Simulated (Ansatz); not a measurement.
Group exchange: C2H8OSi + C3H8SSi → C2H10OSi2 + C3H6S

Species: C2H8OSi `CO[SiH2]C`, singlet; C3H8SSi `C=CCS[SiH3]`, singlet; C2H10OSi2 `CO[SiH2]C[SiH3]`, singlet; C3H6S (allyl mercaptan) `C=CCS`, singlet. The partners trade H for SiH3: C–H and S–SiH3 bonds give way to C–SiH3 and S–H.

Shapes, held fixed at every level: PBE0-D4/def2-TZVP. Flexible molecules stand in one conformer, not always the lowest. Programs: Ansatz 0.2.0. Electronic energies: no zero-point or thermal term.

Q: Estimate ΔE of this reaction.

A: The highest level, CCSD(T)/CBS estimate, gives ΔE = +56.1 kJ/mol; the levels span +51.0 to +59.1. The column of differences is taken from that level and isn't an error. No measured value is set beside it here. The CBS estimate extrapolates MP2 from def2-TZVPP and def2-QZVPP and adds CCSD(T) − MP2 in the triple-zeta set, cores frozen.

| level | kind | ΔE (kJ/mol) | less CCSD(T)/CBS estimate |
| --- | --- | --- | --- |
| HF/def2-TZVPP | Hartree–Fock | +51.0 | -5.1 |
| r2SCAN-D4/def2-TZVPP | meta-GGA | +59.1 | +3.0 |
| B3LYP-D4/def2-TZVPP | global hybrid | +58.1 | +2.0 |
| MP2/def2-TZVPP | perturbation theory | +57.5 | +1.4 |
| CCSD(T)/def2-TZVPP | coupled cluster or CI | +52.7 | -3.4 |
| CCSD/def2-TZVPP | coupled cluster or CI | +51.0 | -5.1 |
| CCSD(T)/CBS estimate | coupled cluster or CI | +56.1 | 0.0 |

Every level makes the exchange clearly endothermic, so silyl is better placed on sulfur and hydrogen on carbon. The main reason is probably the hydrogen side of the trade: a strong C–H bond is replaced by a weaker S–H bond, whose diffuse sulfur 3p orbital overlaps less well with hydrogen 1s. Silicon bonds well to both carbon and sulfur, so forming C–SiH3 in place of S–SiH3 doesn't recover that loss.

Hartree–Fock and CCSD both give +51.0 kJ/mol, which means that correlation at the singles and doubles level largely cancels between the two sides; it doesn't mean that correlation is small in each molecule. Triples raise the value only slightly, and the further rise from +52.7 to +56.1 is a basis-set effect taken from MP2. The closeness of triple-zeta MP2 to the final estimate therefore owes something to compensation between basis-set and correlation errors. The sign is well supported, but one reaction can't establish a general ranking of the methods.
